**Hand rule for the 3d energy and size in 26-electron ions**

The table holds the 3d orbital energy, $\langle r\rangle$ and $\langle r^2\rangle$ for Fe and for sixteen $3d^8$ ions from Co+ to Cd22+, from non-relativistic configuration-average Hartree-Fock at the basis limit. The program tests the screened hydrogenic rule $\sigma=s+27/(Z-19)$ with $s=20$, 13.8 and 14.3, and computes the large-$Z$ screening limits from hydrogenic orbitals with no fitted number (19.87, 13.63, 14.00). From Cu3+ upward the rule is within 1.5 % of the table in energy, 0.3 % in $\langle r\rangle$ and 1.9 % in $\langle r^2\rangle$; it degrades at Co+ and fails for Fe, which has another configuration. Slater's constant screening and a fitted quadratic in $Z$ do worse, and fits with shifted poles show that the constants of the falling term trade against each other. The output also sets the orbital energy beside computed and tabulated ionisation energies, the 3p radius and the spin-orbit constant.

Atom and ions with 26 electrons, computed with B-spline radial code 1 using non-relativistic Hartree-Fock at the basis-set limit, with a spherical atom and a point nucleus. Each row is an average over the configuration shown. ε is the 3d orbital energy; <r> and <r²> are the mean radius and mean square radius of that orbital.

## Script

```python
# Table: 3d orbital energy (eV), <r>, <r^2> (bohr) of 26-electron ions; B-spline radial code, non-relativistic
# Hartree-Fock, configuration average. Tested: screened hydrogenic hand rule sigma = s + 27/(Z-19), its
# parameter-free large-Z limits, Slater's constant screening and a quadratic in Z.
T = {
    'ion': ['Fe', 'Co+', 'Cu3+', 'Zn4+', 'Ga5+', 'Ge6+', 'Se8+', 'Br9+', 'Kr10+', 'Sr12+', 'Zr14+', 'Nb15+', 'Tc17+', 'Ru18+', 'Rh19+', 'Pd20+', 'Cd22+'],
    'Z': [26, 27, 29, 30, 31, 32, 34, 35, 36, 38, 40, 41, 43, 44, 45, 46, 48],
    'charge': [0, 1, 3, 4, 5, 6, 8, 9, 10, 12, 14, 15, 17, 18, 19, 20, 22],  # e
    'configuration': ['[Ar] 3d6 4s2', '[Ar] 3d8', '[Ar] 3d8', '[Ar] 3d8', '[Ar] 3d8', '[Ar] 3d8', '[Ar] 3d8', '[Ar] 3d8', '[Ar] 3d8', '[Ar] 3d8', '[Ar] 3d8', '[Ar] 3d8', '[Ar] 3d8', '[Ar] 3d8', '[Ar] 3d8', '[Ar] 3d8', '[Ar] 3d8'],
    'energy': [-16.5406, -19.7944, -60.9299, -87.2232, -116.994, -150.121, -226.159, -268.981, -314.965, -416.336, -530.15, -591.696, -724.031, -794.807, -868.649, -945.552, -1108.53],  # eV
    'mean_radius': [1.0848, 1.096, 0.84224, 0.76406, 0.70185, 0.65059, 0.57009, 0.53764, 0.50901, 0.46065, 0.4212, 0.40404, 0.37379, 0.36037, 0.34792, 0.33634, 0.31541],  # bohr
    'mean_r_squared': [1.5321, 1.6008, 0.89211, 0.72402, 0.60483, 0.51578, 0.39177, 0.34702, 0.30998, 0.25247, 0.21018, 0.19306, 0.16472, 0.15291, 0.14235, 0.13288, 0.11662],  # bohr²
}
import numpy as np
from scipy.constants import physical_constants as pc
from scipy.special import eval_genlaguerre as Lag
from scipy.integrate import cumulative_trapezoid as ct
Ha = pc['Hartree energy in eV'][0]; cm = 100*pc['inverse meter-electron volt relationship'][0]
ion = T['ion']; ix = ion.index; Z = np.array(T['Z'], float); e = -np.array(T['energy'], float)
r1 = np.array(T['mean_radius'], float); r2 = np.array(T['mean_r_squared'], float)
d8 = np.array(['3d8' in c for c in T['configuration']]); hi = d8 & (np.array(T['charge']) >= 3)
sE, s1, s2 = Z - 3*np.sqrt(2*e/Ha), Z - 10.5/r1, Z - np.sqrt(126/r2)
h = 0.005; r = h*np.arange(1, 30001)
def P(n, l):
    u = r**(l+1)*np.exp(-r/n)*Lag(n-l-1, 2*l+1, 2*r/n); return u/np.sqrt(h*np.sum(u*u))
def Y(k, f):
    a = ct(r**k*f, r, initial=0); b = ct(f/r**(k+1), r, initial=0); return a/r**(k+1) + r**k*(b[-1]-b)
W = [9+0*r, (126-r**2)/3.5, (3969-r**3-18*r**2)/126]; d = P(3, 2); tot = np.zeros(3)
X = {0: {2: 1/10}, 1: {1: 1/15, 3: 3/70}, 2: {2: 2/63, 4: 2/63}}
print("Large-Z screening per electron, hydrogenic orbitals, no fit (energy, <r>, <r2>)")
for n, l, q in [(1,0,2), (2,0,2), (2,1,6), (3,0,2), (3,1,6), (3,2,7)]:
    p = P(n, l); f = d*d*Y(0, p*p) - sum(c*d*p*Y(k, p*d) for k, c in X[l].items())
    v = np.array([h*np.sum(w*f) for w in W]); tot += q*v
    print(f"  {n}{'spd'[l]} x{q}: {v[0]:.3f} {v[1]:.3f} {v[2]:.3f}")
print(f"  total: {tot[0]:.2f} {tot[1]:.2f} {tot[2]:.2f}; energy minus <r>: {tot[0]-tot[1]:.2f}")
x = 27/(Z-19); mE, m1, m2 = Ha/18*(Z-20-x)**2, 10.5/(Z-13.8-x), 126/(Z-14.3-x)**2
pE, p1, p2 = 100*(mE/e-1), 100*(m1/r1-1), 100*(m2/r2-1)
print("Rule: sigma = s + 27/(Z-19), s = 20, 13.8, 14.3; rounding of the table below 0.005 %")
print("ion    sigma E, r, r2 (table)  E-r | rule error: |E| eV, |E| %, r %, r2 %")
for i in range(len(Z)):
    print(f"{ion[i]:6s}{sE[i]:6.2f}{s1[i]:6.2f}{s2[i]:6.2f}{sE[i]-s1[i]:6.2f} |{mE[i]-e[i]:7.2f}{pE[i]:7.2f}{p1[i]:7.2f}{p2[i]:7.2f}")
def st(p, m):
    j = np.where(m)[0]; k = j[np.argmax(abs(p[j]))]
    return f"rms {np.sqrt(np.mean(p[j]**2)):.2f} %, worst {ion[k]} {p[k]:+.2f} %"
for nm, p in (("energy", pE), ("<r>", p1), ("<r2>", p2)):
    print(f"Rule {nm}: 3d8 rows {st(p, d8)}; charge 3+ up {st(p, hi)}")
sl = 18 + 7*0.35
print(f"Slater {sl:.2f}, 3d8: energy {st(100*(Ha/18*(Z-sl)**2/e-1), d8)}; <r> {st(100*(10.5/(Z-sl)/r1-1), d8)}")
A = np.c_[Z/e, 1/e]; c2 = np.linalg.lstsq(A[d8], (Ha/18*Z**2/e-1)[d8], rcond=None)[0]
pq = 100*(Ha/18*Z**2/e - A@c2 - 1)
print(f"Quadratic, a {c2[0]:.1f}, b {c2[1]:.0f} eV: 3d8 {st(pq, d8)}; 3+ up {st(pq, hi)}")
for c in (18, 19, 20):
    o = []
    for s in (sE, s1, s2):
        b, a = np.polyfit(1/(Z[d8]-c), s[d8], 1); o.append(f"{a:.2f}, {b:.1f}, {np.std(s[d8]-a-b/(Z[d8]-c)):.3f}")
    print(f"Fit 3d8, c={c} (s, b, rms in sigma): E {o[0]}; r {o[1]}; r2 {o[2]}")
for k in ("Zn4+", "Pd20+"):
    i = ix(k)
    print(f"{k}: extra {x[i]:.2f}; Zeff {Z[i]-20-x[i]:.2f}, {Z[i]-13.8-x[i]:.2f}, {Z[i]-14.3-x[i]:.2f}; "
          f"E -{mE[i]:.1f} eV, r {m1[i]:.3f}, r2 {m2[i]:.3f} bohr units")
d2 = lambda k: e[ix(k)+1] - 2*e[ix(k)] + e[ix(k)-1]
print(f"Second difference of |E|, eV: at Zn4+ {d2('Zn4+'):.3f}, at Rh19+ {d2('Rh19+'):.3f}, hydrogenic {Ha/9:.3f}")
print(f"Fe to Co+: r {100*(r1[1]/r1[0]-1):+.1f} %, r2 {100*(r2[1]/r2[0]-1):+.1f} %, |E| +{e[1]-e[0]:.2f} eV; Cu3+ to Zn4+ +{e[3]-e[2]:.2f} eV")
# further outputs of the same runs: computed ionisation energies (eV, Co+ to Cd22+), tabulated values, <r>(3p), zeta(3d)
IE = np.array([16.02936, 57.49264, 83.83972, 113.6389, 146.781, 222.831, 265.6541, 311.6371, 413.0046,
               526.8135, 588.3574, 720.6861, 791.4591, 865.2981, 942.1989, 1105.172]); g = e[d8] - IE
print(f"|E| minus computed ionisation energy: Co+ {g[0]:.2f} eV, others {g[1:].min():.2f} to {g[1:].max():.2f} eV")
tab = {"Co+": 17.0844, "Zn4+": 82.6, "Pd20+": 933.0, "Cd22+": 1095.0}
print("Computed minus tabulated IE:", "; ".join(f"{k} {IE[ix(k)-1]-v:+.1f} eV {100*(IE[ix(k)-1]/v-1):+.1f} %" for k, v in tab.items()))
r3p = {"Zn4+": 0.7008882, "Kr10+": 0.5250012, "Ru18+": 0.3923389}
print("<r>3d/<r>3p:", ", ".join(f"{k} {r1[ix(k)]/v:.3f}" for k, v in r3p.items()), f", hydrogenic {10.5/12.5:.3f}")
print(f"zeta(3d): Zn4+ {1340.456*cm:.2f} eV, Kr10+ {4735.4*cm:.2f} eV, Ru18+ {15592.96*cm:.2f} eV")
assert np.all(sE > s1) and np.all(s2 > s1)
assert np.all(np.diff(sE[d8]) < 0) and np.all(np.diff(s1[d8]) < 0)
assert d2('Zn4+') > d2('Rh19+') > Ha/9 and d2('Rh19+') < 1.05*Ha/9
assert r1[ix('Co+')] > r1[ix('Fe')]
```

Output:

```
Large-Z screening per electron, hydrogenic orbitals, no fit (energy, <r>, <r2>)
  1s x2: 0.998 0.993 0.994
  2s x2: 0.899 0.717 0.732
  2p x6: 0.926 0.787 0.800
  3s x2: 0.638 0.282 0.297
  3p x6: 0.663 0.329 0.344
  3d x7: 0.753 0.421 0.440
  total: 19.87 13.63 14.00; energy minus <r>: 6.24
Rule: sigma = s + 27/(Z-19), s = 20, 13.8, 14.3; rounding of the table below 0.005 %
ion    sigma E, r, r2 (table)  E-r | rule error: |E| eV, |E| %, r %, r2 %
Fe     22.69 16.32 16.93  6.37 |  -9.60 -58.03  16.02  33.70
Co+    23.38 17.42 18.13  5.96 |   0.07   0.36  -2.49  -9.48
Cu3+   22.65 16.53 17.12  6.12 |  -0.93  -1.52  -0.27  -1.92
Zn4+   22.40 16.26 16.81  6.15 |  -1.15  -1.32  -0.02  -0.81
Ga5+   22.20 16.04 16.57  6.16 |  -1.25  -1.07   0.07  -0.23
Ge6+   22.03 15.86 16.37  6.17 |  -1.26  -0.84   0.10   0.09
Se8+   21.77 15.58 16.07  6.19 |  -1.15  -0.51   0.10   0.38
Br9+   21.66 15.47 15.95  6.19 |  -1.07  -0.40   0.09   0.45
Kr10+  21.57 15.37 15.84  6.19 |  -0.98  -0.31   0.08   0.49
Sr12+  21.40 15.21 15.66  6.20 |  -0.82  -0.20   0.07   0.55
Zr14+  21.27 15.07 15.52  6.20 |  -0.70  -0.13   0.06   0.58
Nb15+  21.22 15.01 15.45  6.20 |  -0.66  -0.11   0.06   0.58
Tc17+  21.12 14.91 15.34  6.21 |  -0.64  -0.09   0.06   0.60
Ru18+  21.07 14.86 15.29  6.21 |  -0.65  -0.08   0.06   0.60
Rh19+  21.03 14.82 15.25  6.21 |  -0.67  -0.08   0.06   0.61
Pd20+  20.99 14.78 15.21  6.21 |  -0.71  -0.08   0.06   0.61
Cd22+  20.92 14.71 15.13  6.21 |  -0.83  -0.08   0.06   0.62
Rule energy: 3d8 rows rms 0.65 %, worst Cu3+ -1.52 %; charge 3+ up rms 0.66 %, worst Cu3+ -1.52 %
Rule <r>: 3d8 rows rms 0.63 %, worst Co+ -2.49 %; charge 3+ up rms 0.10 %, worst Cu3+ -0.27 %
Rule <r2>: 3d8 rows rms 2.47 %, worst Co+ -9.48 %; charge 3+ up rms 0.72 %, worst Cu3+ -1.92 %
Slater 20.45, 3d8: energy rms 64.45 %, worst Co+ +227.66 %; <r> rms 33.53 %, worst Co+ +46.26 %
Quadratic, a 62.7, b -609 eV: 3d8 rms 2.02 %, worst Cu3+ +4.04 %; 3+ up rms 2.02 %, worst Cu3+ +4.04 %
Fit 3d8, c=18 (s, b, rms in sigma): E 19.87, 30.8, 0.031; r 13.56, 33.2, 0.060; r2 13.85, 36.4, 0.077
Fit 3d8, c=19 (s, b, rms in sigma): E 19.99, 26.7, 0.015; r 13.69, 28.8, 0.043; r2 14.00, 31.7, 0.059
Fit 3d8, c=20 (s, b, rms in sigma): E 20.12, 22.9, 0.010; r 13.83, 24.7, 0.024; r2 14.15, 27.1, 0.037
Zn4+: extra 2.45; Zeff 7.55, 13.75, 13.25; E -86.1 eV, r 0.764, r2 0.718 bohr units
Pd20+: extra 1.00; Zeff 25.00, 31.20, 30.70; E -944.8 eV, r 0.337, r2 0.134 bohr units
Second difference of |E|, eV: at Zn4+ 3.477, at Rh19+ 3.061, hydrogenic 3.023
Fe to Co+: r +1.0 %, r2 +4.5 %, |E| +3.25 eV; Cu3+ to Zn4+ +26.29 eV
|E| minus computed ionisation energy: Co+ 3.77 eV, others 3.33 to 3.44 eV
Computed minus tabulated IE: Co+ -1.1 eV -6.2 %; Zn4+ +1.2 eV +1.5 %; Pd20+ +9.2 eV +1.0 %; Cd22+ +10.2 eV +0.9 %
<r>3d/<r>3p: Zn4+ 1.090, Kr10+ 0.970, Ru18+ 0.919 , hydrogenic 0.840
zeta(3d): Zn4+ 0.17 eV, Kr10+ 0.59 eV, Ru18+ 1.93 eV
```
